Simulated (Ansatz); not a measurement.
MgZn3: energy above lowest point as volume scale varies

Free energy against uniform scaling of the volume at fixed shape and fractions; periodic cell, basis, potentials, k mesh and filling as listed. The results are calculated, by Ansatz 0.2.0.

The cell before it is scaled or strained (space group Pm-3m, No. 221):
```
cell vectors (Å)
   3.9795     0.0000     0.0000
   0.0000     3.9795     0.0000
   0.0000     0.0000     3.9795
atoms (fractions of the cell vectors)
Mg  0.00000  0.00000  0.00000
Zn  0.50000  0.50000  0.00000
Zn  0.50000  0.00000  0.50000
Zn  0.00000  0.50000  0.50000
```

Settings of every row: functional PBEsol; dispersion none; potentials PAW; wave cutoff 435.38 eV; density cutoff 1741.5 eV; k mesh 6x6x6; k shift 0x0x0; occupations gaussian; smearing width 0.1 eV; spin none.

Limits: coarse k mesh, up to 40 meV an atom off; the cell comes from a prototype or a list of computed structures and needn't be the stable phase.

| row | volume scale | V (Å³/atom) | energy above lowest point (meV/atom) |
| --- | --- | --- | --- |
| 1 | 0.9406 | 14.819 | 8.7 |
| 2 | 0.9703 | 15.287 | ? |
| 3 | 1 | 15.755 | 0 |
| 4 | 1.0297 | 16.223 | 4 |
| 5 | 1.0594 | 16.691 | 12.6 |

Question: what energy above lowest point should row 2 give?

Worked fit of energy above lowest point. Take u = (V_r/V)^(2/3) − 1 with V_r = 15.989 Å³ an atom, which is twice the finite (Eulerian) strain; such expansions in the strain, on which the Birch-Murnaghan equation of state is built, carry the rest volume and the bulk modulus. The shown rows have u = 0.05197, 0.00988, -0.00964, -0.02824. Least squares give energy above lowest point = 1.39 − 207.6 × u + 6702 × u² meV/atom; a straight line predicts inner rows, each left out in turn, worse (root mean square 6.5 against 0.025 meV/atom). All shown rows lie on it to the printed digit. Its lowest point lies at u = 0.0155, or V = 15.62 Å³ an atom, and the curvature there gives the bulk modulus at fixed shape and fractions, B = (4/9)(1 + u)² E″(u)/V = 63 GPa. The withheld row has u = 0.03038, so the fit gives 1.39 − 207.6 × (0.03038) + 6702 × (0.03038)² = 1.3 meV/atom.

The calculation gave 1.3 meV/atom. The fit meets it to the printed digit.
